\section*{Appendix: Couplings of the square Ising model at $\beta h=i\pi/2$ from its bond correlations}

\subsection*{Data}

Spins $\sigma=\pm1$ on a square lattice have energy $-\sum J_{ij}\sigma_i\sigma_j-h\sum\sigma_i$, with reduced couplings $K_1=J_1/k_BT$ and $K_2=J_2/k_BT$ along the two axes and field $\beta h=i\pi/2$. A transfer-matrix calculation extrapolated to the infinite lattice yields the nearest-neighbour correlations $\varepsilon_i=\langle\sigma\sigma'\rangle_i$ and $\psi=\mathrm{Re}(-\beta f)$ per spin. The values
\begin{equation}
\varepsilon_1=1.1307,\qquad \varepsilon_2=1.1452,\qquad \psi=0.7125
\label{data}
\end{equation}
were made for the exercise and are rounded, so each is uncertain by $\pm5\times10^{-5}$. We infer $K_1$ and $K_2$ from $\varepsilon_1$ and $\varepsilon_2$ and keep $\psi$ as a test. Correlations above unity are possible, because $e^{i\pi\sigma/2}=i\sigma$ gives each configuration the sign $\prod_j\sigma_j$.

\subsection*{Free-fermion eight-vertex model}

Let $\omega_1$ weight the empty vertex, $\omega_2$ the vertex with four bonds, $\omega_3,\omega_4$ the two straight lines, and $(\omega_5,\omega_6)$, $(\omega_7,\omega_8)$ the two complementary pairs of corners. Fan and Wu (1970) showed that if $\omega_1\omega_2+\omega_3\omega_4=\omega_5\omega_6+\omega_7\omega_8$, the free energy per vertex is
\begin{equation}
-\beta f_v=\frac{1}{8\pi^2}\int_0^{2\pi}\!\!\int_0^{2\pi}\!d\theta\,d\phi\,
\ln\left[A+2B\cos\theta+2C\cos\phi+2D\cos(\theta-\phi)+2E\cos(\theta+\phi)\right],
\label{fw}
\end{equation}
with $A=\omega_1^2+\omega_2^2+\omega_3^2+\omega_4^2$, $B=\omega_1\omega_3-\omega_2\omega_4$, $C=\omega_1\omega_4-\omega_2\omega_3$, $D=\omega_3\omega_4-\omega_7\omega_8$, $E=\omega_3\omega_4-\omega_5\omega_6$. At $\theta=\phi=\pi$ the bracket equals $(\omega_1-\omega_2-\omega_3-\omega_4)^2$, and the other points with $\theta,\phi\in\{0,\pi\}$ single out $\omega_2,\omega_3,\omega_4$ in turn. For positive weights the model is critical when $\omega_1+\omega_2+\omega_3+\omega_4=2\max(\omega_1,\dots,\omega_4)$.

Colour the plaquettes of the $N$-spin lattice as a chessboard and put a vertex on each of the $N/2$ dark ones. Its four spins sit on its left, top, right and bottom edges $l,t,r,b$, and every Ising bond belongs to one dark plaquette, of weight $W=\exp[K_1(\sigma_l\sigma_t+\sigma_r\sigma_b)+K_2(\sigma_t\sigma_r+\sigma_b\sigma_l)]$. Each spin is the $l$ or $b$ spin of exactly one vertex, so the signs are absorbed by $W\to\sigma_l\sigma_bW$. Expand this in products $\prod_{j\in S}\sigma_j$, where only even sets $S$ occur. The sum over a spin gives 2 if both or neither of its vertices contain it, and zero otherwise. Hence $Z=(2i)^NZ_{8v}$, with the expansion coefficients as weights. With $s_i=\sinh2K_i$ and $c_i=\cosh2K_i$,
\begin{equation}
\omega_1=\omega_2=\tfrac12 s_2c_1,\quad \omega_3=\omega_4=\tfrac12 s_1c_2,\quad
\omega_{5,6}=\tfrac12(c_1c_2\pm1),\quad \omega_7=\omega_8=\tfrac12 s_1s_2 ,
\label{w}
\end{equation}
where $\omega_5,\omega_6$ are the corners $lb,tr$. Both sides of the free-fermion condition equal $(2s_1^2s_2^2+s_1^2+s_2^2)/4$. Then $B=C=0$, $D=s_1^2/4$, $E=-s_2^2/4$, and $A=(2s_1^2s_2^2+s_1^2+s_2^2)/2$. The combinations $\theta\mp\phi$ average as independent angles. Setting $\theta-\phi=2\eta+\pi$ and $\theta+\phi=2\alpha$ gives $-\beta f=i\pi/2+\psi$ with
\begin{equation}
\psi=\ln2+\tfrac12\ln|s_1s_2|+\tfrac14\langle\ln\Delta\rangle,\qquad
\Delta=1+X+Y,\quad X=a\sin^2\alpha,\quad Y=b\sin^2\eta ,
\label{psi}
\end{equation}
where $a=s_1^{-2}$, $b=s_2^{-2}$ and $\langle\cdot\rangle$ averages over both angles. For $K_1=K_2$ this is the result of Lee and Yang (1952). The critical condition reads $\min(\omega_1,\omega_3)=0$, which needs a vanishing coupling, so $\psi$ is analytic for $K_1,K_2>0$.

\subsection*{Forward map and its Jacobian}

Let $t_i=\tanh2K_i$, so that $t_1^{-2}=1+a$ and $da/dK_1=-4a/t_1$. Define $I_0=\langle1/\Delta\rangle$, $I_1=\langle X/\Delta\rangle$, $I_2=\langle Y/\Delta\rangle$, which sum to one, and $Q=\langle XY/\Delta^2\rangle$. Then $\varepsilon_i=\partial\psi/\partial K_i=(1-I_i)/t_i$. With $\langle(p+a\sin^2\alpha)^{-1}\rangle_\alpha=[p(p+a)]^{-1/2}$,
\begin{equation}
\varepsilon_1=\frac{1}{t_1}\,\frac{2}{\pi}\int_0^{\pi/2}\!d\eta\,\sqrt{\frac{1+b\sin^2\eta}{1+a+b\sin^2\eta}} ,
\label{eps}
\end{equation}
and $\varepsilon_2$ follows on exchanging the labels. The same step and the substitution $\tan\eta$ give
\begin{equation}
I_0=t_1t_2\,\frac{2}{\pi}\mathsf K(m),\qquad m=\frac{ab}{(1+a)(1+b)}=\frac{1}{c_1^2c_2^2},
\label{I0}
\end{equation}
with $\mathsf K$, $\mathsf E$ the complete elliptic integrals of parameter $m=k^2$.

The Jacobian is the Hessian $H_{ij}=\partial^2\psi/\partial K_i\partial K_j$. Direct differentiation gives $H_{12}=-4Q/t_1t_2$ and $H_{11}=-2a(1-I_1)+4(1+a)\langle X(1+Y)/\Delta^2\rangle$. The average of $\partial_\alpha(\sin\alpha\cos\alpha/\Delta)$ vanishes, which yields $\langle X(1+Y)/\Delta^2\rangle=aI_0/2-a\langle X/\Delta^2\rangle$. Since $\langle X/\Delta^2\rangle=-a\,\partial_aI_0$, this gives $Q=aI_0/2+a(1+a)\partial_aI_0=t_1t_2(2/\pi)\,m\,d\mathsf K/dm$, and eliminating $\langle X/\Delta^2\rangle$ from $H_{11}$,
\begin{equation}
H_{12}=-\frac{4}{\pi}\left[\frac{\mathsf E(m)}{1-m}-\mathsf K(m)\right],\quad
H_{11}=-2a(I_2-2Q),\quad H_{22}=-2b(I_1-2Q).
\label{H}
\end{equation}

\subsection*{Inversion}

By \eqref{psi}, $\psi$ is even in each coupling and cannot fix their signs, whereas $\varepsilon_i$ is odd in $K_i$ and even in the other coupling. The data therefore give $K_1,K_2>0$. Newton's method, $\delta K=H^{-1}(\varepsilon^{\rm data}-\varepsilon)$, needs two evaluations of \eqref{eps} and \eqref{H}:
\begin{equation}
\begin{array}{cc|cc|ccc|c}
K_1&K_2&\varepsilon_1&\varepsilon_2&H_{11}&H_{12}&H_{22}&\det H\\ \hline
0.30&0.45&1.128779&1.145382&-0.35757&-0.55681&-0.54414&-0.1155\\
0.31&0.44&1.130722&1.145188&-0.37349&-0.56276&-0.53664&-0.1163
\end{array}
\label{tab}
\end{equation}
The first row is a trial point. Its residuals, $(1921,-182)\times10^{-6}$, lead to $(0.3099,0.4402)$, and we restart from the nearby round point of the second row. There
\begin{equation}
H^{-1}=\begin{pmatrix}4.62&-4.84\\-4.84&3.21\end{pmatrix},
\label{inv}
\end{equation}
and the residuals $(-22,12)\times10^{-6}$ give
\begin{equation}
K_1=0.3098\pm0.0005,\qquad K_2=0.4401\pm0.0004,\qquad J_2/J_1=1.421\pm0.003 ,
\label{result}
\end{equation}
with bounds derived below. The entries of $H$ change by less than $0.02$ between the rows, which lie $0.01$ apart in each coupling along nearly the direction of the last step, so the quadratic remainder of that step is far below the rounding of the data. The vertex weights are $\omega_1=0.598$ and $\omega_3=0.466$, well away from $\min(\omega_1,\omega_3)=0$. One temperature fixes only $J_i/k_BT$, and the energy scale requires $T$.

For the test, $\langle\ln(p+a\sin^2\alpha)\rangle_\alpha=2\ln[(\sqrt p+\sqrt{p+a})/2]$ reduces \eqref{psi} to a single integral. It gives $\psi=0.71247$ at $(0.31,0.44)$, and adding $\varepsilon_1\delta K_1+\varepsilon_2\delta K_2$ for the last step gives $0.71246$. This rounds to the third entry of \eqref{data}, which was not used in the inversion.

\subsection*{Uniqueness}

With positive Boltzmann weights $NH$ would be a covariance matrix, $\psi$ would be convex, and its gradient would fix the couplings globally. That argument fails here, because $\det H<0$ in \eqref{tab}. A nonzero determinant still makes \eqref{result} an isolated solution. For the global question, \eqref{eps} shows that at fixed $K_1$ the correlation $\varepsilon_1$ falls strictly from $1/t_1$ at $K_2\to0$ to 1 at $K_2\to\infty$. The first datum therefore defines a single curve $K_2=g(K_1)$ on $0<K_1<\tfrac12\,\mathrm{artanh}(1/\varepsilon_1)=0.698$, with $g'=-H_{11}/H_{12}$ and
\begin{equation}
\frac{d\varepsilon_2}{dK_1}=H_{12}+H_{22}\,g'=-\frac{\det H}{H_{12}} .
\label{curve}
\end{equation}
As $K_1\to0$, \eqref{eps} tends to $(2/\pi)\mathsf E(1-t_2^2)/t_2$ while $\varepsilon_2\to1/t_2$, and solving for $t_2$ gives $\varepsilon_2=1.25$. At the other end $K_2\to0$, $t_1=1/\varepsilon_1$ and $\varepsilon_2\to(2/\pi)\mathsf E(1-t_1^2)/t_1=1.07$. The datum lies between these values, so a solution exists. Since $H_{12}<0$ everywhere, it is the only one if $\det H$ stays negative along the curve. That sign holds at both points of \eqref{tab} and, as shown next, at strong coupling. It is not proved here for the whole curve.

\subsection*{Propagation of errors}

Data errors carry through as $\delta K=H^{-1}\delta\varepsilon$. For a linear combination $n\cdot K$ the worst case is $5\times10^{-5}$ times the sum of the absolute entries of $n^{T}H^{-1}$. The choices $n=(1,0)$, $(0,1)$ and $(-K_2/K_1,1)/K_1$ give the bounds in \eqref{result}, and the same rule, applied to the unrounded step, gives
\begin{equation}
K_1+K_2=0.7500\pm0.0001,\qquad K_2-K_1=0.1303\pm0.0009 .
\label{sumdiff}
\end{equation}
The eigenvalues of $H$ are $-1.0237$ and $+0.1136$, a condition number of $9.0$. The stiff direction lies roughly along the sum of the couplings and the soft one roughly along their difference. The predicted $\psi$ inherits $\pm1.1\times10^{-4}$ from $n=(\varepsilon_1,\varepsilon_2)$. This gradient is almost parallel to $(1,1)$, so a sharper value of $\psi$ would constrain the sum and leave the difference to the two correlations.

The low-temperature expansion explains the pattern. With $u=e^{-4K_1}$ and $v=e^{-4K_2}$, one reversed spin has weight $-uv$, and adjacent pairs along the two axes have $+uv^2$ and $+u^2v$, so
\begin{equation}
\psi=K_1+K_2-uv+uv^2+u^2v+\dots,\qquad \det H=-256\,u^2v^2(u+v)+\dots
\label{lowT}
\end{equation}
The leading excitation depends on $K_1+K_2$ alone and raises both correlations equally, to $1+4uv$. The anisotropy enters one order later, through $\varepsilon_1-\varepsilon_2=4uv(v-u)+\dots$, so the condition number grows as $4/(u+v)$ on cooling. The series describes strong coupling only and plays no part in the numbers of \eqref{tab}, but it shows that data meant to fix $J_2/J_1$ lose their value quickly as the temperature falls.